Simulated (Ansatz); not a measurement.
**Which isomer of H8NSSi2+ gives these data?**

These gas-phase data were calculated for one isomer of H8NSSi2+ at B3LYP-D3(BJ)/def2-SVP (harmonic, unscaled wavenumbers; equilibrium rotational constants with average atomic masses):

| Quantity | Value |
| --- | --- |
| rotational constants | 5.183, 1.756, 1.566 GHz |
| all wavenumbers above 1500 cm⁻¹ | 3491, 3485, 3391, 2322, 2307, 2287, 2280, 2228, 1612, 1603 |

Candidates:

(1) `[SiH3][NH2+][SiH2]S`, a singlet
(2) `[NH3+][SiH2]S[SiH3]`, a singlet

Q: Which candidate do the data belong to?

A: Candidate (2). No mode falls between 2500 and 2800 cm⁻¹, where the S–H stretch of (1) would stand.

The same quantities for all candidates:

```
     rotational constants (GHz)                                 wavenumbers above 1500 cm⁻¹  E above the lowest, B3LYP-D3(BJ)/def2-SVP (kcal/mol)
(1)         4.739, 1.875, 1.445        3465, 3405, 2658, 2335, 2327, 2319, 2294, 2291, 1567                                                   5.3
(2)         5.183, 1.756, 1.566  3491, 3485, 3391, 2322, 2307, 2287, 2280, 2228, 1612, 1603                                                   0.0
```

Each candidate is one conformer. Programs: Ansatz 0.2.0.

The N–H region supports the assignment independently of the missing S–H stretch. Three N–H stretches and two bending modes at 1612 and 1603 cm⁻¹ fit a terminal NH3+ group, whereas the NH2+ bridge in (1) gives two stretches and a single scissoring mode at 1567 cm⁻¹. The Si–H stretches discriminate less well, since both isomers carry five such bonds in much the same range.

Candidate (2) is also the lower in energy, by 5.3 kcal/mol. Formally, going from (1) to (2) exchanges an Si–N and an S–H bond for an N–H and an Si–S bond. Quaternary nitrogen has no lone pair left to delocalise towards silicon, so its Si–N bonds are weakened and polarised; having one of them instead of two probably accounts for much of the preference. Sulfur in (2), by contrast, keeps its lone pairs while bridging two silicon atoms. The energy order plays no part in the identification, and it says nothing about how easily the two isomers interconvert.
